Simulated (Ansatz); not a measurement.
# Work function of unrelaxed Fe(110) films from 1 to 13 layers, PBE

We calculate the work function Φ of free-standing bcc Fe(110) films from 1 to 13 atomic layers thick with PBE, and follow how it approaches the value of the thickest film. Φ is the vacuum level outside the film less the Fermi level, and each film is compared with the 13-layer slab at 4.739 eV. The question matters wherever a thin iron electrode meets a barrier or a vacuum gap, because the work function enters the barrier height and any thickness step on the surface can become a step in contact potential. It also settles how thick a model slab must be before its surface can stand for that of a thick film.

## Computational details

Ansatz 0.2.0, plane-wave Kohn-Sham DFT with its default PAW datasets at a cutoff of 420 eV. Symmetric 1×1 slabs of 1 to 13 layers are cut at the tabulated measured lattice constant with atoms at bulk places and 18 Å of vacuum. In-plane k-spacing 0.16 Å⁻¹ (2π included), Fermi-Dirac smearing of 0.1 eV, dipole correction on. Spin-polarised from a ferromagnetic start. Scalar-relativistic, no spin-orbit coupling. PBE. The crystal is bcc; the mesh is the same for all thicknesses of a face.

Notes on method and selection:

- Confinement between the two faces quantises the states along the normal, so values can oscillate with thickness.
- The atoms are not relaxed; free films of one to three layers would take another lattice constant.
- Open faces such as bcc (111) relax strongly, so their unrelaxed values are a weak test against measured ones.
- One magnetic start was run.
- Runs in which the search for lower states was switched off are not listed.
- Work functions and vacuum levels are read from the electrostatic potential (Hartree and local ionic parts), which a warning of a rough exchange-correlation potential in thin density does not concern.
- Error sizes named in these notes are rules of thumb and were not measured on these runs.
- The default PAW datasets of this version of Ansatz are the set soft_2.
- Runs that did not converge, have known faults or may not be shown are not listed, and runs on Ansatz's PAW sets soft_1 and soft_2 are kept to separate tables.

Columns:

- layers: number of atomic layers.
- thickness (Å): distance between the outermost atomic planes.
- moment (μB): spin moment per atom of the slab, PBE.
- Φ (eV): work function: vacuum level outside the slab less the Fermi level.
- ΔΦ to thickest (eV): work function less that of the thickest slab of the same face.

Input lines of one member:

```
magnetization:
  spin_polarized: true
kpoints:
  mp_grid: { grid: [17, 17, 1] }
hamiltonian:
  xc: pbe
scf:
  occupations: { method: fermi_dirac, width: 0.1 }
  convergence: { dr2_threshold: 1.0e-09 }
efield:
  axis: 3
  dipole_correction: true
  ramp_position: 0.97
  ramp_width: 0.06
output:
```

Command (options for logging and memory left out): `ansatz run input.yaml --threads 4 --backend cpu`

## Table of results

| member | layers | thickness (Å) | moment (μB) | Φ (eV) | ΔΦ to thickest (eV) |
| --- | --- | --- | --- | --- | --- |
| 1 layer | 1 | 0.00 | 2.95 | 4.463 | −0.27614 |
| 2 layers | 2 | 2.03 | 2.70 | 4.753 | 0.01417 |
| 3 layers | 3 | 4.06 | 2.63 | 4.765 | 0.02603 |
| 4 layers | 4 | 6.09 | 2.53 | 4.746 | 0.00720 |
| 5 layers | 5 | 8.12 | 2.47 | 4.743 | 0.00370 |
| 6 layers | 6 | 10.15 | 2.42 | 4.736 | −0.00340 |
| 7 layers | 7 | 12.18 | 2.39 | 4.738 | −0.00139 |
| 8 layers | 8 | 14.21 | 2.37 | 4.739 | −0.00042 |
| 10 layers | 10 | 18.26 | 2.34 | 4.739 | 0.00035 |
| 13 layers | 13 | 24.35 | 2.32 | 4.739 | 0.00000 |

## Why the values move as they do

Nearly all of the change comes with the second layer. Φ rises from 4.463 eV for one layer to 4.753 eV for two, a step of 0.290 eV. It reaches its largest listed value, 4.765 eV, at three layers and then falls to 4.736 eV at six, which is 0.029 eV over three added layers or about 0.01 eV per layer. From seven layers on, the listed films agree with the thickest to within 0.0014 eV. The approach is therefore one large step followed by a small overshoot, not a slow drift.

The short range of the effect follows from what fixes a work function. One part is the Fermi level relative to the mean potential inside the metal. The other is the dipole layer formed where electrons spill out beyond the last atoms. A metal screens this dipole within roughly one layer spacing, here 2.03 Å, so deeper layers hardly affect it.

Counting neighbours leads to the same expectation. An atom in a single (110) layer has four nearest neighbours, all in the plane. With a second layer it has six, as many as a surface atom of a thick film. Further layers change only its more distant surroundings.

A very small charge shift is enough to produce the monolayer's deficit. If the whole 0.276 eV came from the surface dipole, the dipole per surface atom would follow from p = ε₀AΔΦ/e, with e/ε₀ ≈ 180 V Å and area A = √2 × 2.03² = 5.83 Å². This gives 0.276 × 5.83 / 180 = 0.009 e Å, or about one hundredth of an electron moved by 1 Å. A weaker dipole has the right sign, since it lowers the vacuum level and with it Φ. It is plausible because a single layer must supply the spilled charge on both of its faces, but a shift of the Fermi level within the narrower bands of the monolayer may contribute as well.

## Members off the line

The single layer lies farthest from the thick-film value, 0.276 eV below it. It is the only film whose atoms lack neighbours on both sides. It is also held at the bulk lattice constant, whereas a free layer would probably contract. Denser packing usually strengthens the surface dipole and raises Φ, so contraction would be expected to reduce the deficit.

The three-layer film comes next, 0.026 eV above the thickest, followed by the two-layer film at 0.014 eV above. Confinement of the electrons between the two faces can shift Φ either way and is a likely contributor. In the three-layer film the middle layer also still carries a larger moment than the interior of a thick film, so its electronic structure is not yet bulk-like.

The six-layer value lies 0.003 eV below the thickest. That is too small, with a finite k-mesh and 0.1 eV smearing, to be read as a quantum oscillation.

## Comparison with experiment

| member | quantity | measured | computed | computed − measured | conditions | source |
| --- | --- | --- | --- | --- | --- | --- |
| 13 layers | Φ (eV) | 5.12 | 4.739 | −0.381 | compiled values differ between sources by a tenth of an eV or more; compiled experimental value; Fe(110) single-crystal face | [1] |

Sources:

[1] "Anisotropic work function of elemental crystals" (2019, arXiv:1902.07811)

The 13-layer film has Φ = 4.739 eV against a compiled measured value of 5.12 eV for a single-crystal Fe(110) face, so the calculation is 0.381 eV lower. Film thickness cannot explain this. From two layers upward the computed values span only 0.029 eV, and even the highest of them lies 5.12 − 4.765 = 0.355 eV below the measured one.

Most of the difference is probably the usual error of the functional. PBE tends to give work functions of metals that are too low, and a shortfall of this order against single-crystal faces is common for it. No special fault of the iron surface or of the calculation is needed to explain the gap. Smaller contributions remain possible. Oxygen left on an iron surface usually raises the measured value, compiled values differ between sources by a tenth of an eV or more, and the PAW datasets and the cutoff may add an error of either sign. A single compiled value does not let us separate these shares.

The thickness trend itself is not tested against experiment here, because only the thickest film has a measured counterpart. For device estimates we would use the computed differences between films and take the absolute level from a measurement on the actual surface.

## Questions the table answers

**How many layers does a slab need for Φ to lie within 0.01 eV of the 13-layer value?**
The deviations for one, two and three layers are 0.276, 0.014 and 0.026 eV, so all three fail. Four layers deviate by 0.007 eV, and every thicker film in the table deviates by less. Four layers, 6.09 Å between the outer planes, are enough. For a limit of 0.005 eV the answer is five layers, with 0.004 eV.

**What contact-potential step should we expect where the film thickness changes by one layer?**
Between one and two layers it is 4.753 − 4.463 = 0.290 eV, which a Kelvin probe would see easily. Between three and four layers it is 4.746 − 4.765 = −0.019 eV, or 19 mV, with the thicker region lower. Between seven and eight layers it is about 1 mV, which is negligible. These figures apply to free films; a support would change the first one most.

**Can the moment per atom serve as a test of whether Φ has converged?**
No, because it converges much more slowly. From 7 to 13 layers the moment falls by 2.39 − 2.32 = 0.07 μB, or 3%, while Φ changes by 0.001 eV. The outermost layers carry larger moments than the inner ones, and their share of the atoms drops from 2/7 to 2/13. The average therefore keeps falling although the surface itself has stopped changing.

## Conclusions and limits

For unrelaxed Fe(110) at this level, a film of two or more layers has the thick-film work function to within 0.03 eV, and one of four or more to within 0.01 eV.

These limits belong to the (110) face, which is the most closely packed of bcc iron. More open faces relax more strongly and may converge differently.

The calculation also leaves out the support on which a real film grows. A support with a lower work function would tend to pull the value of a one-layer film down, and one with a higher work function would tend to pull it up. Relaxation of the atoms should matter little for the thicker films on this face when set beside the gap to experiment, but it need not be small beside differences of 0.01 eV.

[Logs are printed without paths, hosts, clocks, repeated set-up lines and the standing remarks that a program may print on its own settings, such as how far it seeks lower states.]
